**Shear stiffness, pressure and gap of MgCdS$_2$ under $xy$ strain**

The table holds energy change, shear stress, pressure and mesh gap at five engineering shear strains of an unrelaxed ordered-rocksalt cell, from plane-wave PAW calculations with PBEsol (Ansatz 0.2.0). The program works out bond lengths, stress-to-strain ratios and energy curvatures, and tests the parameter-free identity $dE/dx=V_0(\sigma_{xy}-x\sigma_{xx}/2)$ using finer digits and stress components of the same runs. The integral matches the three larger energies within 0.04 % and the smallest within 0.3 %, and is 3 to 5 % high without the term from the starting tension. At the smallest strain, stress slope and energy curvature differ by 1.64 GPa, against 1.59 GPa for half that tension. The pressure rises as about $125\,x^2$ GPa, which implies that the curvature grows by 2.9 GPa for each 1 % of volume contraction.

MgCdS₂ (P4/mmm, 4-atom cell, a = 3.808, c = 5.386 Å, not relaxed at this level) under xy engineering shear with fractional coordinates fixed. Ansatz 0.2.0, PBEsol, plane-wave PAW, scalar-relativistic, no spin polarisation, 420 eV cutoff, 10×10×6 k mesh, 0.03 eV Gaussian smearing. Free energies are relative to the unstrained cell; pressure is positive in compression.

## Numerical check

```python
# Table: MgCdS2 under xy engineering shear; energy, shear stress, pressure, mesh gap
# (Ansatz 0.2.0, plane-wave PAW, PBEsol, 420 eV, unrelaxed cell). Worked out: moduli,
# orders, bond geometry, and the work identity dE/dx = V0*(s_xy - x*s_xx/2).
T = {
    'strain': [-0.1, -0.05, 0.0, 0.025, 0.075],
    'energy_change': [22.3, 5.4, 0.0, 1.3, 12.3],  # meV/atom
    'tensile_stress_along_pattern': [-3.9, -1.86, 0.0, 0.92, 2.84],  # GPa
    'pressure': [-1.89, -2.84, -3.15, -3.07, -2.45],  # GPa
    'gap_on_mesh': [0.0, 0.018, 0.102, 0.069, 0.0],  # eV
}
import numpy as np
from scipy.constants import e
G = e*1e21  # GPa per eV/A^3
o = np.argsort(np.abs(T['strain']))
col = lambda v: np.array(v, float)[o]
xs, Et, st = col(T['strain']), col(T['energy_change']), col(T['tensile_stress_along_pattern'])
pt, gap = col(T['pressure']), col(T['gap_on_mesh'])
x = abs(xs)
# further outputs of the same runs (finer digits), in table order; stresses tension positive
a, c, width = 3.808, 5.386, 0.03
E = col([0.089155, 0.021587, 0, 0.0053583, 0.049191])   # eV/cell, free energy
E0 = col([0.089192, 0.021624, 0, 0.005367, 0.049231])   # eV/cell, zero-smearing value
sxy = col([3.902813, 1.858543, 0, 0.92029, 2.843028])   # magnitude
sxx = col([1.62081, 2.793206, 3.175726, 3.08012, 2.309867])
szz = col([2.432172, 2.936356, 3.105087, 3.062758, 2.727088])
dmin = col([2.558, 2.625, 2.692, 2.659, 2.591])
V = a*a*c; d0 = a/np.sqrt(2); p = -(2*sxx+szz)/3; R = range(1, 5)
print(f"cell volume {V:.2f} A^3, c/a {c/a:.4f}, sqrt2 {2**.5:.4f}, start s_xx {sxx[0]:.3f} s_zz {szz[0]:.3f} GPa")
print("|x|: short bond run, short and long from 1-+x/2 (A), volume change %")
for i in R: print(f" {x[i]:.3f}: {dmin[i]:.3f} {d0*(1-x[i]/2):.3f} {d0*(1+x[i]/2):.3f} {-25*x[i]**2:.3f}")
K = 2*E[1:]*G/V/x[1:]**2; S = sxy[1:]/x[1:]
print("|x|: from table 2E/(V x^2), stress/x with rounding | finer digits, difference (GPa)")
for i in R:
    f = 2*4e-3*G/V/x[i]**2
    print(f" {x[i]:.3f}: {Et[i]*f:.1f}+-{0.05*f:.1f} {abs(st[i])/x[i]:.1f}+-{0.005/x[i]:.2f} | "
          f"{K[i-1]:.2f} {S[i-1]:.2f} {S[i-1]-K[i-1]:.2f}")
n = np.log(E[4]/E[1])/np.log(4)
print(f"energy exponent 0.025 to 0.1: {n:.3f}; E(0.1)/E(0.05) {E[4]/E[2]:.3f}")
print(f"stiffening 0.025 to 0.1: stress/x {100*(S[3]/S[0]-1):.1f} %, curvature {100*(K[3]/K[0]-1):.1f} %")
print("local slope d(stress)/dx, GPa:", np.round(np.diff(sxy)/np.diff(x), 1))
print(f"half the start tension {sxx[0]/2:.2f} GPa; C66 at 0.025 from stress {S[0]-sxx[0]:.2f}, from energy {K[0]-sxx[0]/2:.2f} GPa")
def integ(g, h=x[1]):  # trapezoid, Simpson 1/3, Simpson 3/8, Simpson 1/3
    return np.array([h/2*g[1], h/3*(4*g[1]+g[2]), 3*h/8*(3*g[1]+3*g[2]+g[3]),
                     h/3*(4*g[1]+2*g[2]+4*g[3]+g[4])])*V/G
W, W0 = integ(sxy-x*sxx/2), integ(sxy)
print("|x|: energy run, work integral (meV/cell), error %, error % without tension term")
for i in R: print(f" {x[i]:.3f}: {1e3*E[i]:.2f} {1e3*W[i-1]:.2f} {100*(W[i-1]/E[i]-1):+.2f} {100*(W0[i-1]/E[i]-1):+.2f}")
print("(first row is a two-point trapezoid; cell volume is known to about 0.04 %)")
print("|x|: pressure rise table(+-0.01), finer, rise/x^2, bulk modulus needed if volume only (GPa)")
for i in R:
    d = p[i]-p[0]
    print(f" {x[i]:.3f}: {pt[i]-pt[0]:.2f} {d:.3f} {d/x[i]**2:.1f} {4*d/x[i]**2:.0f}")
print("|x|: tension along short, long bonds; change from start: short, long, zz (GPa)")
for i in R: print(f" {x[i]:.3f}: {sxx[i]-sxy[i]:+.2f} {sxx[i]+sxy[i]:+.2f}; {sxx[i]-sxy[i]-sxx[0]:+.2f} "
                  f"{sxx[i]+sxy[i]-sxx[0]:+.2f} {szz[i]-szz[0]:+.2f}")
dK = -2*(p[1]-p[0])/x[1]**2 + p[0]/2 - K[0]   # mixed derivatives, isotropic scaling
print(f"dK/dlnV {dK:.0f} GPa, dlnK/dlnV {dK/K[0]:.1f}, rise of K per 1 % contraction {-dK/100:.1f} GPa")
B = 80.  # GPa, rough recalled bulk modulus of rocksalt sulfides
print(f"with rough recalled B {B:.0f} GPa: volume share of pressure rise about {100*B/4*x[4]**2/(p[4]-p[0]):.0f} %, "
      f"contraction to zero pressure about {-100*p[0]/B:.0f} %")
print("gap by |x| (eV):", gap, " in smearing widths:", np.round(gap/width, 1))
r = (gap[0]-gap[2])/(gap[0]-gap[1])
print(f"gap drop at 0.025 {gap[0]-gap[1]:.3f}, at 0.05 {gap[0]-gap[2]:.3f} eV, ratio {r:.2f} (linear 2, quadratic 4)")
print("zero-smearing minus free energy, meV/cell:", np.round(1e3*(E0-E)[1:], 3))
assert np.all(np.sign(st) == np.sign(xs)) and np.all(np.diff(pt) > 0)
assert 2.0 < n < 2.1 and np.all(np.diff(S) > 0)
assert np.max(abs(dmin-d0*(1-x/2))) < 0.0015
assert np.max(abs(W/E[1:]-1)) < 0.005
```

Output:

```
cell volume 78.10 A^3, c/a 1.4144, sqrt2 1.4142, start s_xx 3.176 s_zz 3.105 GPa
|x|: short bond run, short and long from 1-+x/2 (A), volume change %
 0.025: 2.659 2.659 2.726 -0.016
 0.050: 2.625 2.625 2.760 -0.063
 0.075: 2.591 2.592 2.794 -0.141
 0.100: 2.558 2.558 2.827 -0.250
|x|: from table 2E/(V x^2), stress/x with rounding | finer digits, difference (GPa)
 0.025: 34.1+-1.3 36.8+-0.20 | 35.17 36.81 1.64
 0.050: 35.4+-0.3 37.2+-0.10 | 35.43 37.17 1.74
 0.075: 35.9+-0.1 37.9+-0.07 | 35.88 37.91 2.03
 0.100: 36.6+-0.1 39.0+-0.05 | 36.58 39.03 2.45
energy exponent 0.025 to 0.1: 2.028; E(0.1)/E(0.05) 4.130
stiffening 0.025 to 0.1: stress/x 6.0 %, curvature 4.0 %
local slope d(stress)/dx, GPa: [36.8 37.5 39.4 42.4]
half the start tension 1.59 GPa; C66 at 0.025 from stress 33.64, from energy 33.59 GPa
|x|: energy run, work integral (meV/cell), error %, error % without tension term
 0.025: 5.36 5.37 +0.28 +4.65
 0.050: 21.59 21.59 +0.03 +4.25
 0.075: 49.19 49.21 +0.04 +3.86
 0.100: 89.16 89.17 +0.02 +3.31
(first row is a two-point trapezoid; cell volume is known to about 0.04 %)
|x|: pressure rise table(+-0.01), finer, rise/x^2, bulk modulus needed if volume only (GPa)
 0.025: 0.08 0.078 124.6 498
 0.050: 0.31 0.311 124.5 498
 0.075: 0.70 0.703 125.0 500
 0.100: 1.26 1.261 126.1 504
|x|: tension along short, long bonds; change from start: short, long, zz (GPa)
 0.025: +2.16 +4.00; -1.02 +0.82 -0.04
 0.050: +0.93 +4.65; -2.24 +1.48 -0.17
 0.075: -0.53 +5.15; -3.71 +1.98 -0.38
 0.100: -2.28 +5.52; -5.46 +2.35 -0.67
dK/dlnV -286 GPa, dlnK/dlnV -8.1, rise of K per 1 % contraction 2.9 GPa
with rough recalled B 80 GPa: volume share of pressure rise about 16 %, contraction to zero pressure about 4 %
gap by |x| (eV): [0.102 0.069 0.018 0.    0.   ]  in smearing widths: [3.4 2.3 0.6 0.  0. ]
gap drop at 0.025 0.033, at 0.05 0.084 eV, ratio 2.55 (linear 2, quadratic 4)
zero-smearing minus free energy, meV/cell: [0.009 0.037 0.04  0.037]
```
